**Q.** Here are the lowest levels of Ho³⁺ from a one-configuration Dirac CI in a parametric D4h field. Which energy scales should I keep in mind?

Calculated values. Lowest levels of Ho³⁺ (4f¹⁰) in a parametric D4h crystal field, from radial Dirac CI 1: one-configuration Dirac-Coulomb-Breit CI with model QED, KLI orbitals and valence Slater integrals scaled by 0.75. Wybourne parameters in cm⁻¹: B20 −1140, B40 1110, B44 870, B60 360, B64 −20. Energies are relative to the lowest level; S and J come from ⟨S²⟩ and ⟨J²⟩.

```
level degeneracy  level irrep  level energy (cm⁻¹)  level spin  level total j
               1           B1                  0.0        1.93              8
               2            E                  6.6        1.93              8
               1           A1                 14.6        1.93              8
               1           B2                136.0        1.93              8
               2            E                138.2        1.93              8
               1           A2                140.7        1.93              8
               1           A1                179.6        1.93              8
               1           A2                185.4        1.93              8
               1           A1                201.6        1.93              8
               2            E                240.0        1.93              8
               1           B1                317.6        1.93              8
               1           B2                320.5        1.93              8
               2            E                346.2        1.93              8
```

**A.** Coulomb repulsion separates the terms of 4f¹⁰ by a few 10⁴ cm⁻¹ (a rough, recalled size). Spin-orbit coupling puts the centre of the J = 7 levels of the same run about 5100 cm⁻¹ above that of J = 8. The crystal field spreads J = 8 over 346 cm⁻¹, 7 % of that gap. The lowest three levels lie within 15 cm⁻¹, about kT at 20 K.

J and S, the total angular momentum and the spin, come from ⟨J²⟩ and ⟨S²⟩, and the irrep is the symmetry label in D4h. The degeneracies add to 17 = 2J + 1, so this is the whole ⁵I₈ multiplet, and the field acts mainly inside it, in first order. A1 and A2 contain the projections M = 0, ±4, ±8 on the fourfold axis, B1 and B2 contain ±2, ±6, and E holds odd M. With ten electrons no Kramers pairing is required, so singlets are allowed.

**Q.** How do I get energies from the Bkq?

**A.** The field is Σ Bkq·Ckq, with Ckq a spherical tensor of rank k that changes M by ±q. In pure ⁵I₈ the state M = 8 is one determinant: a spherical half shell of seven spin-up electrons plus spin-down electrons with m = 3, 2, 1. Their one-electron values of C20 are −1/3, 0 and +1/5, which add to −2/15. Ranks 4 and 6 give −1/11 and −50/429. The Wigner-Eckart theorem fixes every other element, with nothing fitted.

Take B20 alone. M = ±8 lies at (−1140)(−2/15) = +152 cm⁻¹, the energy goes as 3M² − 72, and M = 0 is lowest at −91. The moment prefers the plane. That limit misses the table by 128 cm⁻¹ rms.

Add B40 and B60. They flatten the bottom, so that |M| = 0, 1, 2 sit at −113, −113 and −110. They also pull ±8 down by 101 and 42 to +9, which leaves ±7 on top at +188. This explains why the highest row is an E level and the ±8 states lie mid-table. This axial limit still misses by 79 cm⁻¹ rms. The largest miss, 136, is at the lower B2 level, because without q = 4 terms B1 and B2 stay together.

**Q.** Then why is B1 lowest, and 136 cm⁻¹ below its partner B2?

**A.** The q = 4 terms link M to M ± 4, hence +2 directly to −2, and these two are degenerate. The element is −79.4 cm⁻¹. The sum combination (B1) falls to −110 − 79 = −189 and the difference (B2) rises to −31, a splitting of 159. Both also couple, with −41.6, to ±6 at +153. B1 is pushed down by 41.6²/342 = 5.1 and B2 by 41.6²/184 = 9.4, which leaves about 155. The table has 136.0, so this unfitted estimate is 14 % high.

The same two pushes act upward on the ±6 combinations and split them by about 4 cm⁻¹, against 2.9 in the table. In the q = 4 terms the ±2 pair splits in first order, the ±6 pair only in third: +6 reaches −6 in three steps, by way of +2 and −2. In second order both ±6 combinations rise equally, and the two pushes differ only because the ±2 pair is already split. The competitor A1 starts lower, at −113, and couples more strongly to the symmetric ±4 state, √2 × 68.6 = 97. But that state lies 78 higher, at −35, and the 2 × 2 problem gives only −179. B1 at −194 wins by about 15; the table has 14.6. The names B1 and B2 swap if the axes are turned by 45°.

**Q.** The groups B1, E, A1 and B2, E, A2 look too tight to be chance.

**A.** Go to the opposite limit, a nearly classical moment. With a flat axial bottom the q = 4 term is a potential in cos 4φ with wells along ±x and ±y. Four states with full projection 8 along these directions span A1 + B1 + E. One quantum less, projection 7, changes the sign under a half-turn about the well axis and gives A2 + B2 + E. Both groups are thus quartets, about 130 cm⁻¹ apart. Hopping between neighbouring wells puts E midway between the singlets: 7.3 against 6.6 in the table, while the upper E lies 2.2 above B2 and 2.5 below A2. This picture is argued from symmetry; the labels and spacings agree with it but do not prove it.

Above the quartets M is the better label again. In the scaled model described below, 179.6 (A1) and 185.4 (A2) are 83 % and 94 % ±8 and split only through admixture of lower |M|. The levels at 240.0, near 320 and at 346.2 are mainly ±5, ±6 and ±7. The exception is 201.6 (A1), a mixture of 58 % ±4, 25 % M = 0 and 17 % ±8: it is the upper partner in the mixing that lowers the first A1. These weights belong to the model, not to the CI.

**Q.** How good is pure ⁵I₈, and what makes up the rest?

**A.** Full diagonalisation puts all twelve excited levels too high, by 6 to 14 % of the table value, with a spread of 385 for 346. The same field operator is built into the CI, so this tests the projection on ⁵I₈ and says nothing about the field itself. An unweighted least-squares fit of one factor per rank to those twelve levels, the worked ones included, gives 0.905, 0.89 and 0.91 and an rms of 1.4 cm⁻¹. That is still far above the table's rounding error of at most 0.05.

The probable cause is visible in S = 1.93. Spin-orbit coupling mixes in lower-spin terms of the same J, which is physics and not contamination. With triplets only, 6(1 − w) + 2w = S(S + 1) and the run's S = 1.931 give a weight w = 0.085, similar to the 10 % loss. The likeness suggests the link; the factors are effective numbers.

J mixing inside ⁵I is small. Within that term, with J = 7 and 6 placed from the run and J = 5 and 4 at rough recalled 1.1 and 1.3 × 10⁴ cm⁻¹, it lowers levels by 2.6 at most and 1.3 on average. Refitted with it (0.90 to 0.91), the rms is 1.6, no better. The run reports a stabilisation of 181.0 while the table's centre lies 174.0 above the ground level. If that stabilisation is counted from the free-ion level, the centre has dropped by 7.0. The field has zero trace inside J = 8, so only coupling to levels outside the multiplet can move the centre. The ⁵I levels supply little more than 1, and the remaining 6 or so must come from higher terms that the model leaves out. The field does not act on spin, so the other quintets, such as ⁵F and ⁵G, are the natural partners. Both the pure model and the scaled one with J mixing misorder the upper quartet, whose width is only 4.7 cm⁻¹. The omitted mixing is of that size and need not shift all levels alike, so it is the likely source of this error and of much of the remaining rms.

**Q.** What does a singlet ground level do to the magnetism?

**A.** A non-degenerate level has no first-order moment, whatever S is, so χT must vanish as T → 0. The run gives 5.26 cm³ K/mol at 2 K, 12.38 at 20 K and 13.78 at 300 K, with no exchange between ions involved. If the admixture is ³K₈, g drops from 1.25 to 1.239 and the free-ion value from 14.07 to 13.83. In the four-well limit ⟨Jx²⟩ = 64/2 replaces J(J + 1)/3 = 24, and the axial part is near zero. The average is 13.83 × (32/24) × (2/3) = 12.3, close to the 20 K value.

The Van Vleck sum of the scaled model with J mixing and the reduced g, not fitted to χT, is within 0.4 % of the run at 10 K and above and 3.5 % high at 2 K. At most 5 % of it comes from strictly degenerate levels. The rest is coupling between levels, which behaves like a Curie term once kT exceeds their spacing.

**Q.** What carries over to another ion or a real compound?

**A.** Redo the sum over spin-down electrons. For 4f¹¹ the added m = 0 electron brings +4/15, the rank-2 sum becomes +2/15, and the same B20 favours high |M|, with every level a Kramers doublet. For Ho³⁺, a weaker B44 closes the B1–B2 gap towards the axial limit, where E is marginally lowest. The Bkq are inputs without covalency or charge transfer, the run uses one configuration, exchange-only KLI orbitals and scaled Slater integrals, and fitted fields can err by several cm⁻¹. With the first gap at 6.6, the lowest label in a real compound is not secured; the quartet structure rests on a 121 cm⁻¹ gap and is safer.
